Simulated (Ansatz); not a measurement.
**Redistribution: C2BrF3 + CHBr2I → C2F3I + CHBr3**

Gas-phase species: C2BrF3 (bromotrifluoroethene) `FC(F)=C(F)Br`, singlet; CHBr2I (dibromoiodomethane) `BrC(Br)I`, singlet; C2F3I (trifluoroiodoethylene) `FC(F)=C(F)I`, singlet; CHBr3 (bromoform) `BrC(Br)Br`, singlet. The partners trade Br for I; both sit on C, so the bond types are kept.

Shapes, held fixed at every level: PBE0-D4/def2-TZVP. Programs: Ansatz 0.2.0. The zero-point and thermal change to 298 K, harmonic and unscaled (PBE0-D4/def2-TZVP), is 0.0 kJ/mol.

Task: Estimate ΔH(298 K) of this reaction.

Result: The highest level, CCSD(T)/def2-TZVPP, gives ΔH(298 K) = -0.4 kJ/mol; the levels span -0.7 to +3.0. That is about zero within the method's error. They disagree on the sign: 3 of 8 are positive. The column of differences is taken from that level and isn't an error. No measured value is set beside it here. For atoms past krypton def2 sets carry core potentials with scalar relativity. Relativity is left out for Br. Outer-core shells of Br, I are correlated, in sets that cover them unevenly.

```csv
level,kind,ΔH(298 K) (kJ/mol),less CCSD(T)/def2-TZVPP
B3LYP-D4/def2-TZVPP,global hybrid,-0.5,-0.1
PBE0-D4/def2-TZVPP,global hybrid,+0.1,+0.5
r2SCAN0-D4/def2-TZVPP,global hybrid,-0.2,+0.2
B2PLYP/def2-TZVPP,double hybrid,-0.4,0.0
MP2/def2-SVP,perturbation theory,+3.0,+3.4
CCSD/def2-SVP,coupled cluster or CI,+1.8,+2.2
CCSD/def2-TZVPP,coupled cluster or CI,-0.7,-0.3
CCSD(T)/def2-TZVPP,coupled cluster or CI,-0.4,0.0
```

The exchange is essentially thermoneutral: replacing bromine by iodine costs nearly the same on the trifluorovinyl carbon as is regained by the reverse replacement on the dibromomethyl carbon. A C–I bond is weaker than a C–Br bond because the larger, more diffuse iodine valence orbitals overlap less well with carbon, but this penalty appears on both sides and largely cancels. What remains is the difference between the two carbon environments. Halogen lone-pair conjugation with the fluorinated π system and crowding among the geminal halogens probably both contribute, though the total cannot separate them.

The clearly positive values both come from the def2-SVP basis. For CCSD, enlarging the basis moves the result from +1.8 to -0.7 kJ/mol, a larger change than adding perturbative triples, so the small-basis values are weak evidence for an endothermic exchange. Enthalpy therefore gives no meaningful preference for either side, and the equilibrium would also depend on entropy, where bromoform's higher rotational symmetry statistically favours the reactants.
